Dear colleague,

Your shear-wave attenuation in quartz at 9 GHz is to be fitted between 10 and 40 K, and the natural law to try is the $\Omega T^4$ form of Landau and Rumer (1937). It rests on three conditions: $\Omega\tau\gg1$, with $\tau$ the thermal-phonon lifetime; $\hbar\Omega\ll k_BT$; and thermal phonons that follow a straight line, $\omega=v_Lq$. The last is usually written $T\ll\theta$ and then forgotten. It deserves more care, because the temperature that matters is the top of the acoustic branch, and the phonons that matter lie near $4k_BT$. Here is where it enters and what it costs.

**The rate, with the dispersion left free**

I take an isotropic solid of density $\rho$ and volume $V$. The sound wave travels along $z$, is polarised along $x$, and has $\Omega=v_Tk$. Its strain is $s=\partial u_x/\partial z$. A thermal longitudinal phonon has wave vector $\mathbf q$ in material coordinates (so the local rotation drops out), polar angles $\theta,\phi$, $\mu=\cos\theta$, frequency $\omega(q)$ and group velocity $v_g=d\omega/dq$. Isotropy fixes the form of its frequency shift under shear,

$$\delta\omega=-\gamma\,\omega\,s\,\hat q_x\hat q_z ,\qquad \hat q_x\hat q_z=\mu\sqrt{1-\mu^2}\cos\phi ,$$

which defines $\gamma$. One quantum of the sound mode has $|s|^2=k^2\hbar/2\rho V\Omega$, so the process T + L → L has $|M|^2=(\hbar\omega\gamma\hat q_x\hat q_z)^2\,\hbar k^2/2\rho V\Omega$. With $N$ sound quanta and Bose occupations $n=n_{\mathbf q}$, $n'=n_{\mathbf q+\mathbf k}$, absorption minus emission is $Nn(n'+1)-(N+1)(n+1)n'$, whose part linear in $N$ is $N(n-n')$. The energy decay rate is

$$\Gamma=\frac{2\pi}{\hbar^2}\sum_{\mathbf q}|M|^2\,(n-n')\,\delta(\omega_{\mathbf q+\mathbf k}-\omega_{\mathbf q}-\Omega).$$

For $\hbar\Omega\ll k_BT$ we have $k\ll q$, so $n-n'=-\Omega\,\partial n/\partial\omega$ and $\omega_{\mathbf q+\mathbf k}-\omega_{\mathbf q}=kv_g\mu$. The $\phi$ integral gives $\pi$. The delta function gives $1/kv_g$ and sets $\mu_0=v_T/v_g$, which needs $v_g>v_T$. With $dq=d\omega/v_g$,

$$\Gamma=\frac{\hbar\gamma^2\Omega}{8\pi\rho v_T}\int_{v_g>v_T}d\omega\;\omega^2\left(-\frac{\partial n}{\partial\omega}\right)\frac{q^2}{v_g^2}\,\mu_0^2(1-\mu_0^2).\tag{1}$$

Nothing has yet been assumed about $\omega(q)$. Now put $q=\omega/v_L$ and $v_g=v_L$, write $\beta=v_T/v_L$, $x=\hbar\omega/k_BT$ and $K(x)=x^4e^x/(e^x-1)^2$, and extend the integral to infinity, where $\int_0^\infty K\,dx=4\pi^4/15$:

$$Q_0^{-1}=\frac{\Gamma_0}{\Omega}=\frac{\pi^3\gamma^2\beta^2(1-\beta^2)(k_BT)^4}{30\,\rho\hbar^3v_Tv_L^4},\qquad \alpha_0=\frac{\Gamma_0}{2v_T}.\tag{2}$$

Here $\alpha_0$ is the amplitude attenuation; multiply the value in cm$^{-1}$ by 8.686 for dB/cm. It scales as $\gamma^2\Omega(k_BT)^4/\rho\hbar^3v^6$, and $Q$ does not depend on frequency.

**Where the straight line was used**

The step from (1) to (2) used it four times: in the shell area $q^2$, in the two factors $1/v_g$ (one from the density of states, one from the delta function), in the cone angle $\mu_0$, and in the upper limit. Define the reduced phase and group velocities $p=\omega/v_Lq$ and $g=v_g/v_L$. Dividing (1) by (2),

$$R(T)=\frac{\Gamma}{\Gamma_0}=\frac{15}{4\pi^4}\int_{g>\beta}K(x)\,W\,dx,\qquad W=\frac{g^2-\beta^2}{p^2g^6(1-\beta^2)}.\tag{3}$$

$R$ contains no $\Omega$. Dispersion therefore spoils the $T^4$ and leaves the frequency-independent $Q$ intact. That is a useful handle for you.

**The first correction**

Let $\omega=v_Lq(1-\eta q^2)$, with $\eta>0$ for normal dispersion. Then $p=1-\eta q^2$ and $g=1-3\eta q^2$. To first order in $\eta q^2$ the relative changes are $+2$ from $q^2$ at fixed $\omega$, $+6$ from $1/v_g^2$, $+6$ from $\mu_0^2$, and $-6\beta^2/(1-\beta^2)$ from $1-\mu_0^2$. Their sum is

$$W=1+A\,\eta q^2,\qquad A=14-\frac{6\beta^2}{1-\beta^2}=20-\frac{6}{1-\beta^2}.$$

In the correction $q=xk_BT/\hbar v_L$ suffices. The mean of $x^2$ over $K$ follows from $\int_0^\infty x^me^x(e^x-1)^{-2}dx=m!\,\zeta(m)$ and is $720\zeta(6)/24\zeta(4)=20\pi^2/7=28.2$. Hence

$$R=1+\frac{20\pi^2}{7}\left(20-\frac{6}{1-\beta^2}\right)\eta\left(\frac{k_BT}{\hbar v_L}\right)^2+\dots\tag{4}$$

The first correction is an $\Omega T^6$ term. It is positive for $\beta^2<0.7$, which includes every isotropic solid with non-negative Poisson ratio ($\beta^2\le1/2$). Slower phonons are more numerous and stay in step with the wave over a wider range of angle, and this outweighs the closing of the cone.

One more term has the same order. If the coupling itself disperses, $\gamma(q)=\gamma(1+b\eta q^2)$, then $A\to A+2b$. In a nearest-neighbour chain strain changes one force constant and scales all frequencies alike, so $b=0$. I assume $b=0$ below. For quartz this is untested, and $|b|$ of order one would move $A$ by about two units.

The upper limit is invisible in (4). Phonons with $v_g<v_T$ cannot keep pace with the wave and drop out. This loss is exponentially small at low $T$ and appears at no order of the series, yet it decides your upper range. To see it one needs a whole branch. I assume the sine form

$$\omega=\omega_m\sin(qd/2),\quad \omega_m=\frac{2v_L}{d},\quad \eta=\frac{d^2}{24},\quad \Theta=\frac{\hbar\omega_m}{k_B}.$$

With $y=\omega/\omega_m=xT/\Theta$ this gives $g=\sqrt{1-y^2}$, $p=y/\arcsin y$ and $\eta q^2\simeq y^2/6$. The cutoff lies at $y_c=\sqrt{1-\beta^2}$, and (4) becomes $R=1+(10\pi^2/21)A\,(T/\Theta)^2$.

**An isotropic model of quartz**

The compiled lattice constants are $a=4.9137$ Å and $c=5.4047$ Å (298 K, Sutter 2016). The cell volume is $V_c=(\sqrt3/2)a^2c=113.01$ Å$^3$. Three SiO$_2$ units of assumed molar mass 60.084 g/mol give $\rho=2.649$ g/cm$^3$. The compiled elastic constants (298 K, Xie 2023) are $C_{11}=86.79$, $C_{12}=6.986$, $C_{13}=11.75$, $C_{33}=105.49$ and $C_{44}=58.32$ GPa, so $C_{66}=(C_{11}-C_{12})/2=39.90$ GPa. I use them unchanged at low temperature; the typical shift is at the per-cent level, far below the uncertainty in $d$ discussed below. The Voigt averages do not involve $C_{14}$:

$$K_V=\tfrac19\left[2C_{11}+C_{33}+2C_{12}+4C_{13}\right]=37.78\ \text{GPa},$$

$$G_V=\tfrac1{15}\left[2C_{11}+C_{33}-C_{12}-2C_{13}+6C_{44}+3C_{66}\right]=47.88\ \text{GPa}.$$

Then $\rho v_L^2=K_V+4G_V/3=101.62$ GPa, $v_L=6.19$ km/s, $v_T=4.25$ km/s and $\beta^2=0.4712$. The cone half-angle is 47° and $A=8.65$.

For $d$ I assume that the branch ends on a sphere holding one mode per cell, $q_D=(6\pi^2/V_c)^{1/3}=0.806$ Å$^{-1}$ and $d=\pi/q_D=3.90$ Å. This gives $\eta=0.633$ Å$^2$, $\omega_m/2\pi=5.06$ THz and $\Theta=242.8$ K. The cutoff falls at $y_c=0.727$, that is 3.68 THz or 177 K, and the first correction is $40.7\,(T/\Theta)^2$. The weight $W$ climbs from 1 to 1.4 at $y=0.57$ and then falls to zero at $y_c$, while $K$ peaks at $x=3.83$. The model's numbers are these:

| $T$ (K) | $x_c=y_c\Theta/T$ | share of $\int K\,dx$ above $x_c$ | $R$ from (4) | $R$ from (3) |
|---|---|---|---|---|
| 10 | 17.7 | 0.0001 | 1.069 | 1.071 |
| 20 | 8.8 | 0.056 | 1.28 | 1.12 |
| 30 | 5.9 | 0.28 | 1.62 | 0.87 |
| 40 | 4.4 | 0.51 | 2.10 | 0.58 |

At 10 K the first correction is the whole story. At 20 K it overstates the excess by more than a factor of two, and from 30 K it has the wrong sign, because the cutoff has reached the peak of $K$. On your log–log plot the mean slope between two temperatures is $4+\ln(R_2/R_1)/\ln(T_2/T_1)$. The model gives 4.1 from 10 to 20 K, 3.4 from 20 to 30 K, 2.6 from 30 to 40 K, and 3.6 over the full range. A single fitted exponent averages over a curve that bends.

**How far to trust the inputs**

$R$ depends on $d$ only through $T/\Theta$, so another $d$ rescales the temperature axis. Two natural limits come from the $c$ axis. A branch that flattens at $\pi/c$ has $d=c$ and $\Theta=175$ K, and the first correction at 10 K becomes 13 per cent. A branch unfolded along the threefold screw axis has $d=c/3$ and $\Theta=525$ K. The correction at 10 K is then 1.5 per cent, and 40 K corresponds to 18.5 K in the table, close to the row where $R$ still exceeds one. So the sign at 10 K is secure within the model, the size is uncertain by a factor of several, and the temperature of the downturn is uncertain by as much as $\Theta$ is.

The shear velocity matters less. Keeping $v_L$, the pure shear mode along $Y$ with $\rho v_T^2=C_{66}$ has $A=10.1$, and the shear mode along $c$ with $\rho v_T^2=C_{44}$ has $A=5.9$.

**What else is of the same size**

The quantum condition is safe. At 9 GHz $\hbar\Omega/k_B=0.432$ K. Labelling the collision by the midpoint $\mathbf q+\mathbf k/2$ shows that the expansion runs in even powers, and $(\hbar\Omega/k_BT)^2=0.0019$ at 10 K.

The lifetime is not safe. In a single-relaxation-time picture, for linear dispersion, the delta function becomes a Lorentzian in $\mu$, centred on $\beta$, of half-width $\epsilon=\beta/\Omega\tau$. With $f(\mu)=\mu^2-\mu^4$ the angular factor $f(\beta)$ turns into $\pi^{-1}\,\mathrm{Im}\,F(\beta+i\epsilon)$, where

$$F(z)=\int_{-1}^{1}\frac{f(\mu)\,d\mu}{\mu-z}=\frac43z-2z^3+f(z)\left[\ln(1-z)-\ln(-1-z)\right].$$

Its term linear in $\epsilon$ is $(\epsilon/\pi)\,\mathrm{Re}\,F'(\beta)$, which gives

$$\frac{\delta\Gamma}{\Gamma_0}=\frac{1}{\pi\Omega\tau\,\beta(1-\beta^2)}\left[\frac43-8\beta^2-2\beta(1-2\beta^2)\ln\frac{1+\beta}{1-\beta}\right]=-\frac{2.25}{\Omega\tau}$$

for our $\beta$. As typical orders of magnitude, of the kind one gets from the kinetic formula for the thermal conductivity, I assume $\tau=3$ ns at 20 K and $0.1$ ns at 40 K. Then $\Omega\tau=170$ and 5.7. At 20 K the change is $-1.3$ per cent, small beside dispersion. At 40 K the linear term no longer suffices, and the full Lorentzian integral gives a factor 0.69, a rival to the factor 0.58 from dispersion and of the same sign. Conductivity times omit normal processes, so the true lifetimes are shorter and these sizes are lower bounds. The two effects do not simply multiply, since broadening also softens the cutoff. They can be told apart by frequency: dispersion leaves $\alpha/\Omega$ independent of $\Omega$, and the lifetime term does not.

**Longitudinal waves**

The same kinematics explains why your longitudinal runs are a different problem. For L + L → L the cone condition reads $\mu_0=v_L/v_g=1/g$. With a straight line this is the marginal collinear case $\mu_0=1$. With $\eta>0$ it asks for $\mu_0>1$ and the process is forbidden. There dispersion is no small correction; it removes the leading term. The frequency mismatch at $\mu=1$ is $3\eta q^2\Omega\simeq y^2\Omega/2$, and broadening reopens the channel when this is no larger than about $1/\tau$. At the peak of $K$, with the assumed lifetimes, the product $y^2\Omega\tau/2$ is 8.4 at 20 K and 1.1 at 40 K. A channel that opens on warming gives a slope above four.

**What to take to the data**

All of the above are the model's numbers. Real quartz is strongly anisotropic, a slow shear wave can also be absorbed by faster transverse phonons whose branches are lower and bend sooner, and low optical modes are populated near 40 K. None of this is in (3). As typical knowledge, not a measurement, microwave exponents in quartz at these temperatures lie near four for the slow shear mode and reach about seven for the longitudinal and fast shear modes at the cold end. The model's slope of 3.6 is thus of the usual size for the slow mode only, and it falls short by up to about three units for the others, which dispersion in T + L → L cannot supply.

For the slow shear mode I would fit $\alpha-\alpha_{\rm res}=a_4T^4(1+a_6T^2)$, with $\alpha_{\rm res}$ the temperature-independent background, and only well below 20 K. The model's value is $a_6=6.9\times10^{-4}$ K$^{-2}$, within the factor of several set by $d$ and $b$. Above 20 K no power series should be used, and a second frequency is needed before a falling slope is assigned to dispersion or to lifetime.